# Ensemble-averaged variational rate: H hopping in Nb with a fluctuating lattice

## Premises

I want the rate constant $k$ for one H atom (mass $m$) to jump from a tetrahedral site of bcc Nb to one given neighbour. The H position is $\mathbf r$, its Cartesian component along the hop is $z$, and $Q$ collects all Nb displacements. I write $\beta=1/k_BT$, $u=\beta\hbar\omega$, and $H(\cdot)$ for the unit step.

- **P1.** One Born–Oppenheimer surface $V(\mathbf r,Q)$, dilute H, thermal equilibrium in the initial site.
- **P2.** The lattice is classical.
- **P3.** Escape rate $\ll$ lattice frequencies $\omega_L\ll$ H frequencies. So $Q$ is frozen during one crossing and equilibrates between hops.
- **P4.** At frozen $Q$ the H motion is harmonic in the site and transverse to the path, and the transverse quantum numbers are conserved across the barrier.
- **P5.** An atom that has left the barrier region is trapped in the site it enters.

## Step 1: classical flux and the mean-force potential

The one-way flux through the plane $z=z^*$ per atom in the initial site R is $\langle \dot z H(\dot z)\,\delta(z-z^*)\rangle/\langle H_R\rangle$, where $H_R$ is 1 inside the site and 0 outside. For Cartesian $z$ the momentum factorises, $\langle\dot zH(\dot z)\rangle=(k_BT/2\pi m)^{1/2}$. With the potential of mean force defined by $e^{-\beta W(z)}\propto\langle\delta(z-z(\mathbf r))\rangle$,

$$k_{\rm TST}=\Big(\frac{k_BT}{2\pi m}\Big)^{1/2}\frac{e^{-\beta W(z^*)}}{\int_R e^{-\beta W}dz}\equiv\frac{k_BT}{h}e^{-\beta\Delta G_{\rm cl}}.\tag{1}$$

Near the site $W=W(z_R)+\tfrac12m\omega_z^2(z-z_R)^2$, and the integral is $(2\pi k_BT/m\omega_z^2)^{1/2}e^{-\beta W(z_R)}$. Then $k_{\rm TST}=(\omega_z/2\pi)e^{-\beta\Delta W}$ with $\Delta W=W(z^*)-W(z_R)$. Since $\omega_z/2\pi=u_z\,k_BT/h$,

$$\Delta G_{\rm cl}=\Delta W-k_BT\ln u_z.\tag{2}$$

The last term is needed because $W(z_R)$ lacks the motion along $z$, which the reactant has.

## Step 2: resolving by lattice configuration, and quantising H

I redo (1) as a phase-space ratio, integrating over H first. The flux integral is $h^{-1}\int_0^\infty (p/m)e^{-\beta p^2/2m}dp=k_BT/h$. Each harmonic degree of freedom gives $h^{-1}\!\int\! dq\,dp\,e^{-\beta(p^2+\omega^2q^2)/2}=1/u$. The lattice momenta cancel. With $V_\ddagger(Q)$ and $V_R(Q)$ the minima of $V$ over $\mathbf r$ on the plane and in the site,

$$e^{-\beta\Delta G_{\rm cl}}=\frac{\int dQ\,e^{-\beta V_\ddagger}\prod_{m=1}^{2}u_{\ddagger m}^{-1}}{\int dQ\,e^{-\beta V_R}\prod_{m=1}^{3}u_{Rm}^{-1}}.\tag{3}$$

The two integrands, normalised, define the classical ensembles $\langle\cdot\rangle_\ddagger$ and $\langle\cdot\rangle_R$. They are the distributions of $Q$ that a classical simulation shows with H on the plane and in the site.

By P3 the bound H modes can be quantised at fixed $Q$: $1/u\to\sum_n e^{-u(n+1/2)}=1/[2\sinh(u/2)]$. Each integrand is multiplied by $e^{-\beta\Delta_X(Q)}$, with

$$\Delta_X(Q)=k_BT\sum_m\ln\frac{2\sinh(u_{Xm}/2)}{u_{Xm}},\qquad X=\ddagger\ (2\text{ modes}),\ R\ (3\text{ modes}).\tag{4}$$

Each term is positive because $\sinh y>y$. It starts as $u^2/24-u^4/2880$ and tends to $u/2-\ln u$. The motion along $z$ is quantised in R. On the plane it is unbound and stays classical until Step 4. Dividing the modified integrals by the classical ones gives the quasiclassical free energy of activation,

$$\Delta G_{\rm QC}=\Delta W-k_BT\ln u_z-k_BT\ln\langle e^{-\beta\Delta_\ddagger}\rangle_\ddagger+k_BT\ln\langle e^{-\beta\Delta_R}\rangle_R.\tag{5}$$

If the frequencies do not fluctuate, the last two terms are $\Delta_\ddagger-\Delta_R$. The plane is placed variationally, at the $z^*$ that maximises (5). In Nb a mirror plane exchanges the two sites, so a single maximum lies at the midpoint.

## Step 3: reaction path in a frozen lattice, and $\Gamma_i$

Label a frozen configuration by $i$. It has its own minimum-energy path with mass-weighted arc length $s$, transverse coordinates $q_m$, and the reaction-path Hamiltonian of Miller, Handy and Adams (1980),

$$\mathcal H_i=\frac{\big[p_s-\sum B_{mm'}q_mp_{m'}\big]^2}{2\big[1+\sum B_{ms}q_m\big]^2}+V_i(s)+\sum_m\tfrac12\big[p_m^2+\omega_{im}^2(s)q_m^2\big],$$

where $B_{ms}$ is the curvature coupling and $B_{mm'}$ the coupling between transverse modes. The one-way flux through a surface of constant $s$ contains $\int dp_s\,\dot s\,H(\dot s)e^{-\beta\mathcal H_i}$. Because $\dot s\,dp_s=(\partial\mathcal H_i/\partial p_s)dp_s=d\mathcal H_i$, and the first term runs from $0$ to $\infty$ over the forward range, this integral is $k_BT$ times the Boltzmann factor of the other terms, whatever the $B$. Quantising the transverse modes as before, the flux is proportional to $e^{-\beta G_i(s)}$ with

$$G_i(s)=V_i(s)+k_BT\sum_m\ln[2\sinh(u_{im}(s)/2)].$$

I identify the plane $z=z^*$ with the surface at $s_{0i}$, where path $i$ crosses it. This is good when the path is nearly normal to the plane. The weight $e^{-\beta G_i(s_{0i})}$ is then the quantised integrand of Step 2. Classically every reactive trajectory crosses every separating surface at least once, so each one-way flux bounds the reactive flux from above and the smallest is the best bound. I carry that choice over to the quantised $G_i$, where it is no longer a theorem. With $s_i^*$ the maximum of $G_i$,

$$\Gamma_i=e^{-\beta[G_i(s_i^*)-G_i(s_{0i})]}\le1.\tag{6}$$

$\Gamma_i$ removes the recrossing that arises because the common plane is not the bottleneck of configuration $i$.

## Step 4: tunnelling, $\kappa_i$

By P4 the motion along $s$ in the lowest transverse channel sees $V_i^a(s)=V_i(s)+\sum_m\hbar\omega_{im}(s)/2$. The flux of Step 3 counts this channel with a step at $V_i^a(s_i^*)$, since $\int H(E-V^a)e^{-\beta E}dE=k_BT\,e^{-\beta V^a}$. I replace the step by the transmission probability $P_i(E)$ and give the same ratio to all channels, which is harmless when the excited ones are nearly empty:

$$\kappa_i=\beta\int P_i(E)\,e^{-\beta[E-V_i^a(s_i^*)]}dE.\tag{7}$$

For a parabolic top of frequency $\omega_b$, $P=1/(1+e^{\alpha\epsilon})$ with $\epsilon=V^a-E$ and $\alpha=2\pi/\hbar\omega_b$. The substitution $t=e^{\alpha\epsilon}$ turns (7) into $\mu\int_0^\infty t^{\mu-1}(1+t)^{-1}dt=\pi\mu/\sin\pi\mu$ with $\mu=\beta/\alpha$, so

$$\kappa=\frac{x}{\sin x},\qquad x=\tfrac12\beta\hbar\omega_b<\pi.\tag{8}$$

## Step 5: the rate expression

$Q$ is conserved during a crossing, so the reactive flux is the sum of the fluxes at each $Q$. Between hops $Q$ equilibrates, so the denominator is the full quantised site integral. Hence

$$k=\frac{k_BT}{h}e^{-\beta\Delta G_{\rm cl}}\frac{\langle\kappa\Gamma e^{-\beta\Delta_\ddagger}\rangle_\ddagger}{\langle e^{-\beta\Delta_R}\rangle_R}.$$

Multiplying and dividing by $\langle e^{-\beta\Delta_\ddagger}\rangle_\ddagger$ and using (5),

$$\boxed{k=\gamma\,\frac{k_BT}{h}\,e^{-\Delta G_{\rm QC}/k_BT}},\qquad\gamma=\langle\kappa_i\Gamma_i\rangle_{\rm QC}=\frac{\langle\kappa\Gamma e^{-\beta\Delta_\ddagger}\rangle_\ddagger}{\langle e^{-\beta\Delta_\ddagger}\rangle_\ddagger}.\tag{9}$$

The average runs over lattice configurations on the dividing plane, weighted with the quantised H modes. It is an average of the product, $\langle\kappa\Gamma\rangle=\langle\kappa\rangle\langle\Gamma\rangle+\mathrm{cov}(\kappa,\Gamma)$.

## Step 6: Jensen's bound and the Gaussian case

Let $Y=\ln\kappa$ and $\bar m=\langle Y\rangle$. The exponential lies above its tangent, $e^Y\ge e^{\bar m}(1+Y-\bar m)$. Averaging kills the linear term:

$$\langle\kappa\rangle\ge e^{\langle\ln\kappa\rangle},\tag{10}$$

with equality only for constant $\kappa$. The same holds for $\Gamma$ and for $\kappa\Gamma$. The gap is the sum of the higher cumulants, $\ln\langle\kappa\rangle=\bar m+\sigma^2/2+c_3/6+\dots$ For Gaussian $Y$ I complete the square, $Y-(Y-\bar m)^2/2\sigma^2=\bar m+\sigma^2/2-(Y-\bar m-\sigma^2)^2/2\sigma^2$, and obtain

$$\langle\kappa\rangle=e^{\bar m+\sigma^2/2}.\tag{11}$$

Three consequences follow. The flux is carried by configurations near $Y=\bar m+\sigma^2$. Since $\langle\kappa^2\rangle=e^{2\bar m+2\sigma^2}$, the relative variance is $e^{\sigma^2}-1$, and $N$ independent configurations give $\langle\kappa\rangle$ to a relative statistical error $[(e^{\sigma^2}-1)/N]^{1/2}$. And if $Y$ and $\Delta_\ddagger$ are jointly Gaussian in the classical ensemble, the same completion shows that the weight in (9) shifts $\bar m$ by $\mathrm{cov}(Y,-\beta\Delta_\ddagger)$ and leaves $\sigma$ alone. Equation (11) does not apply to $\Gamma$, because $\ln\Gamma\le0$ is bounded.

## Step 7: a solvable test of $\langle\Gamma\rangle$

Put $z^*=0$ and take one lattice coordinate $y$ that tilts the barrier: $V=-\tfrac12Kz^2+\tfrac12k_Ly^2-gzy$, with $K=m\omega_b^2$ and $k_L=M_L\omega_L^2$. On the plane the force $F=gy$ is Gaussian with $\beta\langle F^2\rangle=g^2/k_L\equiv\Lambda$. At frozen $y$ the top lies at $z=-F/K$ and is $F^2/2K$ above the plane. So $\ln\Gamma=-\delta\xi^2/2$ with $\delta=\Lambda/K$ and $\xi$ standard normal, and

$$\langle\Gamma\rangle=(1+\delta)^{-1/2}\ \ge\ e^{\langle\ln\Gamma\rangle}=e^{-\delta/2}.\tag{12}$$

The classical quadratic problem is separable in normal modes, with an unstable frequency $\lambda$ and a stable one $\omega_s$, and the flux through the surface normal to the unstable mode is never recrossed. Its ratio to the flux through $z=0$ is $\omega_L/\omega_s$. The determinant of the mass-weighted Hessian gives $\lambda^2\omega_s^2=\omega_L^2\omega_b^2(1+\delta)$, so the exact factor is $\lambda/[\omega_b(1+\delta)^{1/2}]$, and the secular equation is

$$\lambda^2=\omega_b^2\Big[1+\frac{\delta\,\omega_L^2}{\lambda^2+\omega_L^2}\Big].\tag{13}$$

For $\omega_L\to0$, $\lambda\to\omega_b$ and (12) is recovered exactly. Equation (13) measures the cost of freezing the lattice.

## Range of validity

Result (9) needs the ordering in P3. It needs $T$ well above $T_c=\hbar\omega_b/2\pi k_B$ if (8) is used. Below $T_c$ a semiclassical $P_i(E)$ on the full profile can go into (7), but once H tunnels between discrete levels of two wells, broadened by phonons and conduction electrons, the scattering picture and P1 fail. P5 fails when H crosses with excess energy that the slow lattice cannot remove within a vibration, which leads to returns or multiple jumps. P4 omits anharmonicity of the H modes and corner cutting on a curved path. Equation (11) needs $|c_3|/6\ll\sigma^2/2$.

## Numerical illustration at 300 K

Here $k_BT=25.85$ meV and $k_BT/h=6.25\times10^{12}$ s$^{-1}$.

**Lattice.** I let H feel only the local dilatation $\theta=\nabla\cdot\mathbf u$ of a harmonic continuum with a Debye cutoff. Equipartition gives $\langle|\theta_{\mathbf q}|^2\rangle\propto k_BT\,\mathbf n\cdot\mathsf C^{-1}\mathbf n$, with $\mathbf n=\mathbf q/q$ and the Christoffel matrix $\mathsf C_{jl}=(C_{12}+C_{44})n_jn_l+\delta_{jl}D_j$, $D_j=C_{44}+(C_{11}-C_{12}-2C_{44})n_j^2$. Inverting this rank-one update of a diagonal matrix gives $\mathbf n\cdot\mathsf C^{-1}\mathbf n=S/[1+(C_{12}+C_{44})S]$ with $S=\sum_jn_j^2/D_j$. Call its angular mean $1/M$. The measured room-temperature constants $C_{11}=246.5$, $C_{12}=134.5$, $C_{44}=28.73$ GPa (compiled values, Blaschke) give $M=2.2\times10^2$ GPa, which I round to 220 GPa, and $B=(C_{11}+2C_{12})/3=171.8$ GPa. With one wave vector per atomic volume $v_a$, and cubic symmetry for the gradient,

$$\sigma_\theta^2=\frac{k_BT}{Mv_a},\qquad\langle\theta'^2\rangle=\tfrac15q_D^2\sigma_\theta^2,\qquad\langle\theta\theta'\rangle=0,\qquad q_D^3=\frac{6\pi^2}{v_a},$$

where a prime is $\partial/\partial z$. An approximate $a=3.30$ Å gives $v_a=a^3/2=17.97$ Å$^3$, $q_D=1.488$ Å$^{-1}$, $\sigma_\theta=0.0324$ and a hop length $d=a/2\sqrt2=1.17$ Å. The static distortion around H shifts the mean of these Gaussians and not their width, and the frequencies below refer to the mean.

**Hydrogen.** Typical site modes are 110 meV (along the tetragonal axis) and 170 meV (twice). I assume two transverse modes of 200 meV on the plane, $\hbar\omega_b=80$ meV, $m=1.008$ u, and a common scaling $\eta\equiv\delta\ln\omega=-\gamma_G\theta$ with a deliberately large $\gamma_G=2$, so that the rms of $\eta$ is $s_\eta=0.065$. The dipole coupling is $-P\theta(\mathbf r)$ with $P=B\,\Delta V$, and a typical $\Delta V=2.9$ Å$^3$ gives $P=3.11$ eV. I set $\Delta W=160$ meV, chosen so that the diffusion coefficient comes out near its typical room-temperature size.

**Free energy.** The hop runs at 45° between the soft axis and a stiff one. The curvature of $W$ in a harmonic well is the inverse compliance along $z$, so $\omega_z^{-2}=\tfrac12(110^{-2}+170^{-2})$ in these units, $\hbar\omega_z=130.6$ meV, $u_z=5.05$, $k_BT\ln u_z=41.9$ meV and $\Delta G_{\rm cl}=118.1$ meV. Dropping this term would lower $k$ by the factor $u_z$. With $u=4.255$, $6.576$ and $7.736$ for 110, 170 and 200 meV, (4) gives $\Delta_\ddagger=94.2$ and $\Delta_R=89.7$ meV at $\eta=0$. The slopes $A_X=\partial\beta\Delta_X/\partial\eta=\sum_m[(u/2)\coth(u/2)-1]$ are $A_\ddagger=5.74$ and $A_R=5.78$. Integrating over Gaussian $\eta$ lowers each correction by 1.3 meV. The two shifts cancel to better than 0.1 meV only because I gave both ensembles the same $\gamma_G$ and nearly equal slopes. So $\Delta G_{\rm QC}=122.6$ meV.

**Recrossing.** The tilting force is $F=P\theta'$, so $\Lambda=P^2q_D^2/5Mv_a=0.174$ eV/Å$^2$, independent of $T$. With $K=1.54$ eV/Å$^2$, $\delta=0.113$. The top wanders by $(\Lambda k_BT)^{1/2}/K=0.043$ Å rms, small against $d/2$. From (12), $\langle\Gamma\rangle=0.948$ against the Jensen bound $0.945$.

**Tunnelling.** $T_c=148$ K, $x=1.547$ and $\kappa_0=1.548$ at $\eta=0$. The logarithmic derivatives of (8) are $L_1=d\ln\kappa/d\eta=1-x\cot x=0.964$ and $L_2=dL_1/d\eta=\kappa_0^2-x\cot x=2.36$. The weight in (9) moves the mean of $\eta$ to $-A_\ddagger s_\eta^2=-0.024$: zero-point pressure favours dilated configurations, which here have softer barriers. To order $s_\eta^2$, with $\sigma=L_1s_\eta=0.062$,

| contribution to $\ln\langle\kappa\rangle_{\rm QC}$ | value |
|---|---|
| $\ln\kappa_0$ | 0.437 |
| reweighting, $-L_1A_\ddagger s_\eta^2$ | −0.023 |
| curvature, $L_2s_\eta^2/2$ | 0.005 |
| Jensen gap, $\sigma^2/2$ | 0.002 |

The first three rows make up $\bar m$, and (11) gives $\langle\kappa\rangle=1.52$. Direct integration of (8) with the full weight over $|\eta|<6s_\eta$ also gives 1.52, with a Jensen gap of 0.2 %. The cut is needed because (8) has its pole at $x=\pi$, 11 standard deviations out, where the parabola means nothing.

**Product.** $\theta$ and $\theta'$ are independent, so I average over the tilt first, $\bar\Gamma(\eta)=(1+\delta e^{-2\eta})^{-1/2}$, and then integrate $\kappa\bar\Gamma$ over $\eta$. This gives $\gamma=1.44$, against $\kappa_0\bar\Gamma(0)=1.47$, and 7 % below the value $\kappa_0$ of the mean configuration alone. From (9), $k=7.9\times10^{10}$ s$^{-1}$. With four neighbours and uncorrelated jumps, $D=4kd^2/6=a^2k/12=7.1\times10^{-6}$ cm$^2$/s. This is the model's number. The typical room-temperature value for H in Nb is roughly $8\times10^{-6}$ cm$^2$/s, and since $\Delta W$ was chosen with that in view the closeness tests nothing. One meV in $\Delta W$ moves $k$ by 4 %.

**Neglected terms of competing size.**

- *Frozen, classical lattice.* With a typical upper phonon energy of 25 meV, the rates in P3 are $4k=3.1\times10^{11}$, $\omega_L=3.8\times10^{13}$ and $\omega_b=1.2\times10^{14}$ s$^{-1}$. Equation (13) raises $\langle\Gamma\rangle$ by 0.5 %. A quantised mode of that energy has its variance multiplied by $(u/2)\coth(u/2)=1.08$.
- *Second gradient.* The term $-\tfrac12P\theta''z^2$ changes $K$ by $P\theta''$. Taking $M$ isotropic, $\langle\theta''^2\rangle=\tfrac{3}{35}q_D^4\sigma_\theta^2$ and $\langle\theta\theta''\rangle=-\langle\theta'^2\rangle$. Alone it gives 0.021 rms in $\ln\omega_b$. Added with its correlation it lifts 0.065 to 0.081 and the Jensen gap to 0.003.
- *Finite depth.* Energies more than $V_0$ below the top are absent. Removing them from (7) subtracts $\beta(\alpha-\beta)^{-1}e^{-(\alpha-\beta)V_0}$ to leading order, which is 0.018 for an assumed $V_0=100$ meV.
- *Barrier shape.* For the Eckart barrier $V_0\,\mathrm{sech}^2(z/L)$ with $k_0L\gg1$, $P=\{1+\exp 2\pi[(k_0^2L^2-\tfrac14)^{1/2}-k_EL]\}^{-1}$, where $\hbar k_E=(2mE)^{1/2}$ and $\hbar k_0=(2mV_0)^{1/2}$. The shifted threshold adds $\beta\hbar^2/8mL^2$ to $\kappa$, and expanding the smoothed step in $k_E$ adds $(\beta\hbar\omega_b)^2/24-\beta\hbar^2/24mL^2$. The shape term is thus $\beta\hbar^2/12mL^2$. At order $\hbar^2$ it is linear in $V''''$, and $V''''/K=8/L^2$ here, so for a symmetric barrier it is $\beta\hbar^2V''''/96mK$. A cosine of period $d$ has $V''''/K=(2\pi/d)^2$ and adds about 0.05 to $\kappa$.

In this model at 300 K the Jensen gap of $\kappa$ is the smallest effect of all. The tilt recrossing, the reweighting by zero-point energy and the barrier shape each change $\gamma$ by a few per cent, so $\gamma$ is fixed only to about 1.4–1.5, and the rate is set by $\Delta G_{\rm QC}$.